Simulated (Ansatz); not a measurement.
Predicting a hybrid from its neighbours: BI3 (boron triiodide)

BI3 has 4 atoms, charge 0, and is taken as a singlet. SMILES: `IB(I)I`. Geometry: relaxed at PBE0-D4/def2-TZVP.

The electronic atomisation energy y, in eV, basis def2-SVP with a core potential; a is the functional's share of exact exchange. Programs: Ansatz 0.2.0.

| functional | program | a | y (eV) |
| --- | --- | --- | --- |
| PBE | Ansatz | 0 | 10.45 |
| r2SCAN | Ansatz | 0 | 10.22 |
| B3LYP | Ansatz | 0.2 | 9.40 |
| PBE0 | Ansatz | 0.25 | 10.10 |
| r2SCAN0 | Ansatz | 0.25 | ? |
| BHLYP | Ansatz | 0.5 | 8.98 |

Problem. Fit y = c + s·a to the known rows and predict r2SCAN0.

Solution. 
1. Means of the 5 rows: a = 0.1900, y = 9.830.
2. Σ(Δa)² = 0.172, Σ(Δa·Δy) = -0.4435, so the slope is -0.4435/0.172 = -2.5785.
3. Intercept: 9.830 − (-2.5785) × 0.1900 = 10.320. The largest residual of the fit is 0.42.
4. r2SCAN0: 10.320 + (-2.5785) × 0.25 = 9.68 eV.

The run gave 9.89 eV, so the prediction is off by -0.21 eV, within the largest residual. Spin-orbit coupling is left out.

The atomisation energy generally falls as exact exchange is added, but PBE0 breaks the order by binding more strongly than B3LYP despite its larger share. Semilocal exchange tends to overbind molecules relative to their free atoms, partly because it mimics the left-right correlation in the bonds. Exact exchange lacks that contribution, so mixing it in weakens the B–I bonds.

The fitted slope is not a pure exact-exchange effect, however. B3LYP and BHLYP also differ from the other functionals in their semilocal exchange and correlation, and both lie low, which probably makes the line too steep. The drop from PBE to PBE0 is much gentler, and r2SCAN to r2SCAN0 shows nearly the same drop. Carrying the PBE-to-PBE0 shift over to r2SCAN would therefore have come much closer to the computed 9.89 eV than the global fit did. This supports comparing hybrids with their own parent functionals, at least for this molecule, but does not establish which functional gives the most accurate bond strength.
